**Shell closures, Hund filling and changes of state in spherical jellium clusters, N = 1–40**

The table holds energies per electron, unpaired-electron counts, highest levels, vertical ionisation energies and second energy differences D2 of neutral spherical jellium clusters at rs = 2.23 bohr, from spin-polarised exchange-only LDA. The program compares the sign of D2 with the steps of the ionisation energy, checks the spin counts against Hund filling, and tests the parameter-free in-shell estimate D2 = −(2/3)εF/N = −6.72 eV/N. The ionisation energy falls exactly after the rows with D2 > 0, and the ratio of D2 to the estimate runs from 0.44 to 1.17 over 20 single-level rows, closest for 1f and weakest for 2p and the first 1p rows. Rows 14–16 and 28–31 are high-spin states with early 2s or 2p filling, and branch extrapolations suggest a state about 0.09 eV lower at N = 31 and a near-degeneracy at N = 17. Level gaps and energy parts of the N = 39 run are set against the peaks at 34 and 40 and against the uniform-gas energy of 0.455 eV per electron.

Spherical jellium clusters of N electrons (uniform background of radius rs N^(1/3), rs = 2.23 bohr), computed with spin-polarised exchange-only LDA in the radks radial solver (version 2) with Libxc. Shells are m-averaged, numbered by radial order and filled by a greedy search that can miss a lower state. Ions keep the neutral cluster's background; the second difference is E(N+1)+E(N-1)-2E(N) for neutral clusters.

## Analysis program

```python
# Table: spherical jellium clusters N=1..40, rs=2.23 bohr, radks radial solver, spin-polarised exchange-only LDA:
# energy per electron, unpaired electrons, highest level, vertical ionisation energy I, second difference D2.
# Tested: sign pattern of D2 against steps of I, Hund counts, in-shell estimate D2 = -(2/3)EF/N, state switches.
T = {
    'electrons': [1, 2, 3, 4, 5, 6, 7, 8, 9, 10, 11, 12, 13, 14, 15, 16, 17, 18, 19, 20, 21, 22, 23, 24, 25, 26, 27, 28, 29, 30, 31, 32, 33, 34, 35, 36, 37, 38, 39, 40],
    'energy_per_electron': [0.42665, 0.04238, 0.5893, 0.61066, 0.41776, 0.46633, 0.34966, 0.16531, 0.33877, 0.44993, 0.4832, 0.47074, 0.42637, 0.40533, 0.43334, 0.42517, 0.39163, 0.32965, 0.2777, 0.2472, 0.31593, 0.36403, 0.39492, 0.41145, 0.416, 0.41056, 0.3968, 0.40758, 0.41394, 0.41642, 0.42416, 0.4071, 0.38787, 0.36406, 0.35385, 0.34074, 0.32538, 0.32399, 0.31937, 0.31216],  # eV
    'unpaired_electrons': [1, 0, 1, 2, 3, 2, 1, 0, 1, 2, 3, 4, 5, 6, 5, 4, 1, 0, 1, 0, 1, 2, 3, 4, 5, 6, 7, 8, 9, 10, 9, 2, 1, 0, 1, 2, 3, 2, 1, 0],
    'highest_level': ['1s up', '1s up', '1p up', '1p up', '1p up', '1p down', '1p down', '1p up', '2s up', '1d up', '1d up', '1d up', '1d up', '2s up', '1d down', '1d down', '1d down', '1d up', '2s up', '2s up', '1f up', '1f up', '1f up', '1f up', '1f up', '1f up', '1f up', '2p up', '2p up', '2p up', '1f down', '1f down', '1f down', '1f up', '2p up', '2p up', '2p up', '2p down', '2p down', '2p up'],
    'ionisation_energy': [None, 6.6968, 4.05202, 5.3079, 6.10239, 4.75654, 5.68004, 6.28283, 3.26522, 3.80329, 4.31974, 4.7426, 5.09698, 4.76426, 4.20866, 4.64949, 5.10178, 5.38201, 5.2466, 4.95663, 3.01112, 3.33717, 3.62371, 3.87896, 4.10859, 4.31674, 4.50656, 3.80005, 4.06054, 4.28402, 4.21093, 4.39934, 4.57282, 4.73249, 4.26915, 4.45847, 4.62252, 4.16935, 4.36798, 4.54161],  # eV
    'second_energy_difference': [None, 2.025, -1.0084, -1.0286, 1.063, -1.0595, -0.77488, 2.8517, -0.27608, -0.63451, -0.4822, -0.4397, 0.23791, 0.69349, -0.52271, -0.44758, -0.57926, 0.066796, 0.32518, 2.0227, -0.31631, -0.29961, -0.28294, -0.26649, -0.25058, -0.23539, 0.65942, -0.10641, -0.10388, 0.16808, -0.7783, -0.10535, -0.19444, 0.42843, -0.12481, -0.10962, 0.50027, -0.12864, -0.11299, 1.3307],  # eV
}
import numpy as np
from scipy.constants import physical_constants as pc
Ha = pc['Hartree energy in eV'][0]; rs = 2.23
Ns = [int(n) for n in T['electrons']]
col = lambda k: dict(zip(Ns, T[k]))
e, u, lev = col('energy_per_electron'), col('unpaired_electrons'), col('highest_level')
I, D = col('ionisation_energy'), col('second_energy_difference')
E = {n: n*e[n] for n in Ns}
dev = max(abs(E[n+1]+E[n-1]-2*E[n]-D[n]) for n in range(2, 40))
print(f"D2 rebuilt from energies: max deviation {dev:.4f} eV; rounding allows {4*40*5e-6:.4f} eV")
pos = [n for n in Ns[1:] if D[n] > 0]
drop = [n for n in range(2, 40) if I[n+1] < I[n]]
print("D2 > 0 at N =", pos); print("I falls from N to N+1 at N =", drop)
assert drop == [n for n in pos if n < 40]
print("positive rows: N level unpaired | D2 | I(N+1)-I(N) | sum (eV)")
for n in drop:
    print(f"  {n:2d} {lev[n]:8s} {int(u[n]):2d} | {D[n]:+.3f} | {I[n+1]-I[n]:+.3f} | {D[n]+I[n+1]-I[n]:+.3f}")
print("D2*N^(1/3), eV:", ", ".join(f"N={n} {D[n]*n**(1/3):.2f}" for n in (2, 8, 18, 20, 34, 40)))
assert min(D[n] for n in (2, 8, 20, 40)) > max(D[n] for n in pos if n not in (2, 8, 20, 40))
hund = []
for g in (1, 3, 5, 1, 7, 3):  # orbitals in 1s 1p 1d 2s 1f 2p
    hund += [min(k, 2*g-k) for k in range(1, 2*g+1)]
odd = [n for n in Ns if int(u[n]) != hund[n-1]]
print("unpaired, table/Hund filling, where unequal:", ", ".join(f"N={n} {int(u[n])}/{hund[n-1]}" for n in odd))
assert odd == [14, 15, 16, 28, 29, 30, 31]
for core, rr in ((8, range(13, 19)), (20, range(27, 35))):
    print(f"up+down beyond {core}:", " ".join(f"{n}:{int(n-core+u[n])//2}+{int(n-core-u[n])//2}" for n in rr))
kF = (9*np.pi/4)**(1/3)/rs; EF = kF**2/2*Ha; c = 2*EF/3
print(f"EF = {EF:.2f} eV; estimate D2 = -{c:.2f}/N eV; entries N: D2, ratio to estimate, D2+step of I")
grp = {'1p up': (3, 4), '1p down': (6, 7), '1d up': (11, 12), '1d down': (15,), '1f up a': (21, 22, 23),
       '1f up b': (24, 25, 26), '2p up early': (28, 29), '1f down': (33,), '2p up': (35, 36), '2p down': (38, 39)}
rat = []
for k, rr in grp.items():
    rat += [-D[n]*n/c for n in rr]
    print(f"  {k}:", "; ".join(f"{n}: {D[n]:+.3f}, {-D[n]*n/c:.2f}, {D[n]+I[n+1]-I[n]:+.3f}" for n in rr))
print(f"ratio range {min(rat):.2f} to {max(rat):.2f}, median {np.median(rat):.2f}, {len(rat)} rows")
assert min(rat) > 0.4 and max(rat) < 1.3
print("triples mixing states, N: D2, ratio:", "; ".join(f"{n}: {D[n]:+.3f}, {-D[n]*n/c:.2f}" for n in (9, 10, 16, 17, 31, 32)))
x31 = 3*E[32]-3*E[33]+E[34]; x30 = 3*x31-3*E[32]+E[33]; d = x31-E[31]
print(f"low-spin 1f branch extrapolated minus table: N=31 {d:+.3f} eV, N=30 {x30-E[30]:+.3f} eV")
print(f"D2 if N=31 took that energy: N=30 {D[30]+d:+.3f}, N=31 {D[31]-2*d:+.3f}, N=32 {D[32]+d:+.3f} eV")
print(f"3-unpaired branch (14-16) extrapolated to N=17 minus table: {3*E[16]-3*E[15]+E[14]-E[17]:+.3f} eV")
# further outputs of the N=39 run, typed in (eV)
kin, exc = 191.495, -189.646
L = dict(du=-6.72818, dd=-6.66237, su=-5.86144, sd=-5.65959, fu=-4.205, fd=-4.14244, pu=-3.15632, pd=-2.96532, gu=-1.49139)
print(f"N=39 gaps eV: 1d dn-2s up {L['su']-L['dd']:.2f}, 2s dn-1f up {L['fu']-L['sd']:.2f}, "
      f"1f dn-2p up {L['pu']-L['fd']:.2f}, 2p dn-1g up {L['gu']-L['pd']:.2f}")
print(f"N=39 spin splitting eV: 1d {L['dd']-L['du']:.2f}, 2s {L['sd']-L['su']:.2f}, 1f {L['fd']-L['fu']:.2f}, 2p {L['pd']-L['pu']:.2f}")
print(f"gap minus {c:.2f}/N vs D2: N=40 {L['gu']-L['pd']-c/40:.2f} vs {D[40]:.2f}; N=34 {L['pu']-L['fd']-c/34:.2f} vs {D[34]:.2f} eV")
print(f"N=39: I {I[39]:.2f}, minus highest eigenvalue {-L['pd']:.2f}, difference {I[39]+L['pd']:.2f} eV")
t0, x0 = 0.6*EF, -3*kF/(4*np.pi)*Ha
print(f"uniform gas per electron: kinetic {t0:.3f}, exchange {x0:.3f}, total {t0+x0:.3f} eV; rows above: {[n for n in Ns if e[n] > t0+x0]}")
print(f"N=39 minus gas per electron: kinetic {kin/39-t0:+.3f}, exchange {exc/39-x0:+.3f}, "
      f"electrostatic {(E[39]-kin-exc)/39:+.3f}, total {e[39]-t0-x0:+.3f} eV; kinetic ratio {kin/39/t0:.2f}")
```

Output:

```
D2 rebuilt from energies: max deviation 0.0004 eV; rounding allows 0.0008 eV
D2 > 0 at N = [2, 5, 8, 13, 14, 18, 19, 20, 27, 30, 34, 37, 40]
I falls from N to N+1 at N = [2, 5, 8, 13, 14, 18, 19, 20, 27, 30, 34, 37]
positive rows: N level unpaired | D2 | I(N+1)-I(N) | sum (eV)
   2 1s up     0 | +2.025 | -2.645 | -0.620
   5 1p up     3 | +1.063 | -1.346 | -0.283
   8 1p up     0 | +2.852 | -3.018 | -0.166
  13 1d up     5 | +0.238 | -0.333 | -0.095
  14 2s up     6 | +0.693 | -0.556 | +0.138
  18 1d up     0 | +0.067 | -0.135 | -0.069
  19 2s up     1 | +0.325 | -0.290 | +0.035
  20 2s up     0 | +2.023 | -1.946 | +0.077
  27 1f up     7 | +0.659 | -0.707 | -0.047
  30 2p up    10 | +0.168 | -0.073 | +0.095
  34 1f up     0 | +0.428 | -0.463 | -0.035
  37 2p up     3 | +0.500 | -0.453 | +0.047
D2*N^(1/3), eV: N=2 2.55, N=8 5.70, N=18 0.18, N=20 5.49, N=34 1.39, N=40 4.55
unpaired, table/Hund filling, where unequal: N=14 6/4, N=15 5/3, N=16 4/2, N=28 8/6, N=29 9/5, N=30 10/4, N=31 9/3
up+down beyond 8: 13:5+0 14:6+0 15:6+1 16:6+2 17:5+4 18:5+5
up+down beyond 20: 27:7+0 28:8+0 29:9+0 30:10+0 31:10+1 32:7+5 33:7+6 34:7+7
EF = 10.08 eV; estimate D2 = -6.72/N eV; entries N: D2, ratio to estimate, D2+step of I
  1p up: 3: -1.008, 0.45, +0.247; 4: -1.029, 0.61, -0.234
  1p down: 6: -1.060, 0.95, -0.136; 7: -0.775, 0.81, -0.172
  1d up: 11: -0.482, 0.79, -0.059; 12: -0.440, 0.79, -0.085
  1d down: 15: -0.523, 1.17, -0.082
  1f up a: 21: -0.316, 0.99, +0.010; 22: -0.300, 0.98, -0.013; 23: -0.283, 0.97, -0.028
  1f up b: 24: -0.266, 0.95, -0.037; 25: -0.251, 0.93, -0.042; 26: -0.235, 0.91, -0.046
  2p up early: 28: -0.106, 0.44, +0.154; 29: -0.104, 0.45, +0.120
  1f down: 33: -0.194, 0.96, -0.035
  2p up: 35: -0.125, 0.65, +0.065; 36: -0.110, 0.59, +0.054
  2p down: 38: -0.129, 0.73, +0.070; 39: -0.113, 0.66, +0.061
ratio range 0.44 to 1.17, median 0.80, 20 rows
triples mixing states, N: D2, ratio: 9: -0.276, 0.37; 10: -0.635, 0.94; 16: -0.448, 1.07; 17: -0.579, 1.47; 31: -0.778, 3.59; 32: -0.105, 0.50
low-spin 1f branch extrapolated minus table: N=31 -0.088 eV, N=30 +0.407 eV
D2 if N=31 took that energy: N=30 +0.080, N=31 -0.601, N=32 -0.194 eV
3-unpaired branch (14-16) extrapolated to N=17 minus table: -0.075 eV
N=39 gaps eV: 1d dn-2s up 0.80, 2s dn-1f up 1.45, 1f dn-2p up 0.99, 2p dn-1g up 1.47
N=39 spin splitting eV: 1d 0.07, 2s 0.20, 1f 0.06, 2p 0.19
gap minus 6.72/N vs D2: N=40 1.31 vs 1.33; N=34 0.79 vs 0.43 eV
N=39: I 4.37, minus highest eigenvalue 2.97, difference 1.40 eV
uniform gas per electron: kinetic 6.046, exchange -5.591, total 0.455 eV; rows above: [3, 4, 6, 11, 12]
N=39 minus gas per electron: kinetic -1.136, exchange +0.728, electrostatic +0.272, total -0.136 eV; kinetic ratio 0.81
```
